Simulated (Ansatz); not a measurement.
**A film clamped to a substrate in C**

All numbers below come from DFT r2SCAN, scalar-relativistic, plane waves, PAW in Ansatz 0.2.0. Settings: plane waves to 500 eV, k-mesh 14×14×14 (Γ-centred), Gaussian smearing 0.05 eV. No spin polarisation. Energies are free energies at this smearing, counted from the undisturbed cell; pressure is positive in compression.

The undisturbed cell (relaxed at this level; this form isn't the usual structure):

```
C
1.0
     0.00000    2.12676    3.56176
     1.22792    0.00000    3.56176
     1.22792    2.12676    0.00000
C
2
Direct
  0.16670 0.83330 0.16670
  0.83330 0.16670 0.83330
```

The cell holds layers and no dispersion correction was added, so their binding is poorly described.

The cell (2 atoms, V0 = 18.60 Å³) is strained by p along both x and y and by q along z, fractional coordinates fixed. τp = (1/V0) ∂E/∂p = (σxx + σyy)(1 + p)(1 + q) and τq = (1/V0) ∂E/∂q = σzz(1 + p)², with tension positive.

| p | q | ΔE (meV/atom) | τp (GPa) | τq (GPa) |
| --- | --- | --- | --- | --- |
| 0.000 | 0.000 | 0.00 | 0.01 | -0.02 |
| -0.015 | 0.000 | 16.46 | -38.53 | 0.07 |
| 0.015 | 0.000 | 15.25 | 34.37 | -0.10 |
| 0.000 | -0.015 | 0.16 | 0.10 | -0.37 |
| 0.000 | 0.015 | 0.11 | -0.07 | 0.26 |

Problem. Get the second derivatives of the energy density.

Solution. Central differences give A = ∂τp/∂p = 2430 GPa (C11 + C22 + 2 C12), C = ∂τq/∂q = 21.0 GPa (C33) and the cross term B = ∂τq/∂p = -5.5 GPa (C13 + C23); ∂τp/∂q = -5.5 GPa must equal B, and any difference shows higher-order terms. The ions are clamped.

Problem. A film of this crystal grows with z along the normal on a substrate that imposes p. How does its thickness respond, and what does the misfit cost?

Solution. Count p and q from the stress-free cell. A free surface needs τq = 0, so q = −(B/C) p = 0.26 p. The energy density left is (A − B²/C) p²/2 = M p², with the biaxial modulus M = 1214 GPa; a misfit of 1 % costs 7.05 meV/atom, against 7.05 meV/atom if the thickness were held.

At p = 0.030 the energies along q are 59.7 (q = -0.030), 59.1 (q = -0.015), 58.7 (q = 0.000), 58.7 (q = 0.015), 58.9 (q = 0.030) meV/atom.

Problem. Does the linear rule hold at this misfit?

Solution. A parabola through the lowest point and its neighbours has its minimum at q = 0.009, 58.7 meV/atom. With the stress left in the starting cell, τp0 and τq0, linear elasticity gives q = −(τq0 + Bp)/C = 0.009 and E = V0(τp0 p + τq0 q + Ap²/2 + Bpq + Cq²/2)/N = 63.4 meV/atom. The two agree within a tenth in energy.

The cell consists of flat, graphite-like carbon sheets, and the two stiffnesses reflect two kinds of bonding. In-plane strain works against sp² σ bonds reinforced by π bonding (A = 2430 GPa), while strain along z changes only the weak contact between sheets (C = 21.0 GPa). The misfit energy is therefore almost entirely that of the sheets themselves, and letting the thickness relax saves practically nothing.

The negative cross term means that the film thickens slightly when stretched, opposite to the usual Poisson contraction. This suggests that in-plane stretching alters the π density so as to shift the balance between interlayer repulsion and attraction, a balance too delicate here for the sign to be carried over to real graphite.

At the larger misfit, linear elasticity overestimates the energy, 63.4 against 58.7 meV/atom, because the C–C bonds soften under tension, as the unequal stresses at p = -0.015 and 0.015 already show. Whether a strained film would lower its energy by sliding its sheets into another stacking remains open.
